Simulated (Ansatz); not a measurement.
# NH2 (SMILES [NH2]): the energy, rung by rung

The species is NH2 (3 atoms), meant as a doublet with charge 0. SMILES: `[NH2]`. The shape was relaxed beforehand at r2SCAN/def2-SVP.

```xyz
3

N     0.3480   -0.2065    0.1715
H     0.1234    0.8046    0.1552
H    -0.4713   -0.5981   -0.3267
```

Quantity: the adiabatic electron affinity (to the singlet anion, shapes relaxed at r2SCAN/def2-SVP, no zero-point term), in eV. The values are calculated.

The electron affinity is E(neutral) − E(anion): positive where the electron is bound.

```csv
level,kind,program,value (eV),less CCSD(T)/def2-TZVPP
UPBE/def2-TZVPP,GGA,Ansatz,0.16,+0.18
UB3LYP/def2-TZVPP,global hybrid,Ansatz,0.14,+0.16
U-wB97M-V/def2-TZVPP,range-separated hybrid,Ansatz,0.10,+0.12
UCAM-B3LYP/def2-TZVPP,range-separated hybrid,Ansatz,0.12,+0.14
UB2PLYP/def2-TZVPP,double hybrid,Ansatz,0.05,+0.07
RPA@PBE/def2-TZVPP,RPA,Ansatz,0.17,+0.19
UMP2/def2-TZVPP,perturbation theory,Ansatz,0.16,+0.18
UCCSD(T)/def2-TZVPP,coupled cluster or CI,Ansatz,-0.02,0.00
```

UCCSD(T)/def2-TZVPP is the highest level here, not the true value. The values span -0.02 to 0.17 eV.

The calculations place the anion close to the detachment threshold, from marginally unbound with UCCSD(T) (-0.02 eV) to weakly bound with RPA (0.17 eV). This disagrees with the well-established fact that gaseous NH2⁻ is clearly bound. The likely cause is the basis set, which lacks the diffuse functions an anion needs. The added electron fills the singly occupied, out-of-plane 2p orbital on nitrogen, giving a closed-shell amide ion isoelectronic with water. Its second π-type electron is held loosely, because the nitrogen core attracts it only moderately and it is repelled by the electron already there. A compact basis squeezes this extended charge cloud and raises the anion's energy far more than that of the neutral radical, so the affinity comes out too low at every level. The negative coupled-cluster value is therefore no evidence that the anion is unstable. Nor does the closeness of UB2PLYP to coupled cluster show that it is the more accurate functional for this affinity, since the shared basis error probably outweighs the differences between methods.
